QTAIM bond critical points of the methylarsine–gallane adduct CH₃AsH₂·GaH₃ (neutral singlet, gas phase), from a PySCF 2.14.0 single-point calculation with r2SCAN/cc-pVDZ at the GFN2-xTB geometry. Atoms are numbered 1 C, 2 As, 3 Ga, 4–6 H on C, 7–8 H on As and 9–11 H on Ga.

```
row  density (a.u.)  first atom  second atom  laplacian (a.u.)  ellipticity  energy density (a.u.)
  1           0.271       1.000        6.000            -0.960        0.004                 -0.286
  2           0.271       1.000        4.000            -0.967        0.007                 -0.286
  3           0.270       1.000        5.000            -0.962        0.007                 -0.285
  4           0.154       2.000        7.000            -0.068        0.031                 -0.111
  5           0.154       2.000        8.000            -0.068        0.031                 -0.111
  6           0.139       1.000        2.000            -0.090        0.021                 -0.092
  7           0.116       3.000       10.000             0.169        0.036                 -0.055
  8           0.113       3.000        9.000             0.162        0.036                 -0.053
  9           0.113       3.000       11.000             0.162        0.036                 -0.053
 10           0.040       2.000        3.000             0.063        0.039                 -0.009
```

The molecule is methylarsine, CH₃AsH₂, bound through arsenic to gallane, GaH₃. In the table, atom 1 is carbon, atom 2 arsenic and atom 3 gallium; the rest are hydrogens. Each row describes a bond critical point: the place on the path between two bonded atoms where the electron density is lowest along the path but highest across it. The density there falls from C–H through As–H, C–As and Ga–H to As–Ga. The Laplacian turns positive at both kinds of gallium bond, while the energy density stays negative in every row.

**Free atoms set the order**

The density $\rho$ at a bond point can be split into two parts,

$$\rho=\rho_{\text{free}}+\Delta\rho .$$

Here $\rho_{\text{free}}$ is what undisturbed free atoms would bring to that point if placed at the same positions, and $\Delta\rho$ is what bonding adds. The deformation density of the same calculation gives $\Delta\rho$, and subtraction gives $\rho_{\text{free}}$. Nothing is fitted.

The free-atom part alone puts the five kinds of bond in the right order. It also explains the most irregular case, C–As, which at 1.96 Å is much longer than Ga–H at 1.55 Å and yet has the higher density. Taking row 6 less row 7, in atomic units:

$$\text{free atoms: }0.1126-0.0884=0.0242,\qquad \text{table: }0.139-0.116=0.023 .$$

Bonding adds nearly the same amount in both bonds, so the difference was already present in the atoms.

The reason lies in the valence shells. The main contrast is between arsenic and gallium: gallium has only three valence electrons, held more loosely than the five of arsenic. Carbon also has more valence electrons than hydrogen, but this counts for less than it seems, because the bond point lies about 1.0 Å from carbon in C–As and only about 0.6 Å from hydrogen in Ga–H. The As–H and Ga–H points lie at similar distances from the heavy atom, about 0.9 Å. Once the density of a free hydrogen atom is taken off, arsenic supplies about 0.087 there and gallium only 0.059.

Bond length by itself is a poorer guide. An exponential in length, fitted to all ten rows, gives a density 34% below the computed one for C–As and on average 26% above it for Ga–H, so it reverses their order. Because several rows are near copies of one another, this is really a fit to five kinds of bond. The printed analysis after this note shows both descriptions row by row.

**What bonding adds**

The free atoms give the order but not the full spread: they account for about 59% of the difference between C–H and As–Ga. Nearly all of the rest comes from C–H, where bonding adds 0.094, about a third of the density. A short bond between compact orbitals concentrates the shared electrons in a small volume. The larger orbitals of arsenic and gallium spread them out, and in As–H, C–As and Ga–H the addition is only about a fifth to a quarter of the density.

At the As–Ga point bonding adds practically nothing, although the two halves do interact. Hirshfeld charges show about 0.25 electrons moved from methylarsine to gallane, as expected when an arsenic lone pair is donated to gallium. A plausible reason for the absent build-up, not tested here, is a cancellation. The lone pair brings density in, perhaps less than it could because gallium sits to one side of its axis in this geometry, while gallium has already drawn its own valence electrons into the Ga–H bonds, away from the side that faces arsenic.

**Why the Laplacian changes sign**

The Laplacian is the sum of three curvatures of the density. The two across the bond are negative, because the density falls away from the bond path. They are nearly equal, as the small ellipticities show. The one along the bond is positive, because the density rises towards both atoms. The sign of the sum tells which side wins, not whether there is a bond.

From C–H to As–H the Laplacian rises by about 0.90, and 0.87 of this comes from the weaker curvature across the bond. The tall, narrow ridge of density in C–H has become low and broad. The curvature along the bond hardly changes. C–As has a slightly more negative Laplacian than As–H, although its density is lower. Its curvature across the bond is weaker, but the one along this longer bond falls by more, from 0.37 to 0.23.

From As–H to Ga–H the Laplacian rises by a further 0.23, enough to make it positive. Now both sides contribute: the curvature across the bond weakens by 0.13 and the one along it grows by 0.10. The hydrogens on gallium carry about −0.15 e each, those on arsenic almost no charge. Electrons drawn towards hydrogen would give a lower ridge at the bond point and a steeper climb away from it, so polarity may contribute to both changes. Most of the drop in density from As–H to Ga–H is already present in the free atoms, however, and the curvatures were not split in that way, so the share due to polarity stays open.

As–Ga reaches a positive Laplacian in another way. All its curvatures are small, but those across the bond have faded more than the one along it. Ga–H and As–Ga therefore share a sign without being the same kind of bond. Their Mayer bond orders are about 0.95 and 0.42.

**How a negative energy density goes with a positive Laplacian**

Let $G$ be the kinetic energy density, which is positive, and $V$ the potential energy density, which is negative. Their sum is the energy density $H$ of the table, and the local virial relation links them to the Laplacian:

$$H=G+V,\qquad \tfrac14\nabla^2\rho=2G+V .$$

For row 7 this gives

$$G=\frac{0.169}{4}+0.055=0.097,\qquad V=-0.055-0.097=-0.152 .$$

The potential term is about 1.6 times the kinetic one. Any ratio between 1 and 2 gives a negative energy density together with a positive Laplacian. As–Ga, at about 1.4, lies in the same window. The relation is an identity, so it explains how the two signs go together but does not test the picture.

**Small differences between like bonds**

Row 7 lies 0.003 above rows 8 and 9. Its Ga–H bond is 0.012 Å shorter, and the free-atom part alone gives roughly half of the difference. The order among the three C–H rows means nothing: rows 2 and 3 would be mirror images in an exactly symmetric geometry, and their small difference goes with bond lengths of 1.092 and 1.093 Å, which the optimisation left slightly unequal.

**What to do with such numbers**

Compare densities only between bonds of the same two elements; across different pairs they mostly report which atoms meet and how closely. Do not sort bonds by signs alone: the Laplacian is positive and the energy density negative both for the ordinary polar Ga–H bond and for the weak As–Ga contact. The size of the energy density and the bond order tell the two apart.

This matters for adducts of this type, which are relevant to the growth of gallium arsenide layers from gallium and arsenic precursors. The As–Ga distance of 2.66 Å and the tilt of gallium away from the lone-pair axis of arsenic both come from a tight-binding geometry, and the density at the bond point depends strongly on that distance. Before drawing conclusions about the donor bond, reoptimise the adduct with the density functional and compute the bond point again.

Output of the analysis:

```
fit of log(density) on 10 rows: constant -0.1657 +/- 0.24, coefficient of d -1.138 +/- 0.15; rms 0.192, worst 6 -0.419, leave-one-out rms 0.227
Parts at each bond point:
  row  length (A)  free-atom density (a.u.)  build-up (a.u.)  free-atom share (%)  length-only density (a.u.)  curvature across (a.u.)  curvature along (a.u.)  ratio V to G
    1       1.091                    0.1773          0.09365                65.44                      0.2448                   -1.306                  0.3457         7.237
    2       1.092                    0.1769           0.0941                65.28                      0.2445                   -1.309                  0.3416         7.399
    3       1.093                    0.1762           0.0938                65.26                      0.2442                   -1.304                  0.3418         7.388
    4       1.496                    0.1192          0.03482                77.39                      0.1544                  -0.4398                  0.3718         2.181
    5       1.497                    0.1192          0.03482                77.39                      0.1542                  -0.4394                  0.3714         2.181
    6       1.956                    0.1126          0.02638                81.02                     0.09145                  -0.3225                  0.2325         2.322
    7        1.55                   0.08844          0.02756                76.24                      0.1452                  -0.3197                  0.4887         1.564
    8       1.562                   0.08677          0.02623                76.79                      0.1432                  -0.3063                  0.4683         1.566
    9       1.562                   0.08677          0.02623                76.79                      0.1432                  -0.3061                  0.4681         1.566
   10       2.663                   0.04119        -0.001185                  103                      0.0409                 -0.06021                  0.1232         1.375
Density, C-H less As-Ga (a.u.): 0.2307
Free-atom part of that difference (a.u.): 0.1356
Free-atom part of that difference (%): 58.8
Density, C-As less mean Ga-H (a.u.): 0.025
Free-atom part of C-As less Ga-H (a.u.): 0.0253
Length-only fit, miss at C-As (%): -34.21
Length-only fit, mean miss at Ga-H (%): 26.2
Laplacian, As-H less C-H (a.u.): 0.895
Part of it from curvature across the bond (a.u.): 0.8665
Laplacian, Ga-H less As-H (a.u.): 0.2323
Part of it from curvature across the bond, Ga-H less As-H (a.u.): 0.1289
Part of it from curvature along the bond, Ga-H less As-H (a.u.): 0.1034
Distance of the As-H point from As (A): 0.8931
Distance of the Ga-H point of row 7 from Ga (A): 0.9208
Free density at the As-H point without hydrogen 1s (a.u.): 0.08663
Free density at the Ga-H point of row 7 without hydrogen 1s (a.u.): 0.05892
Hirshfeld charge of the CH3AsH2 half (e): 0.251
Density, row 7 less rows 8 and 9 (a.u.): 0.003
Free-atom part of row 7 less rows 8 and 9 (a.u.): 0.001666
```
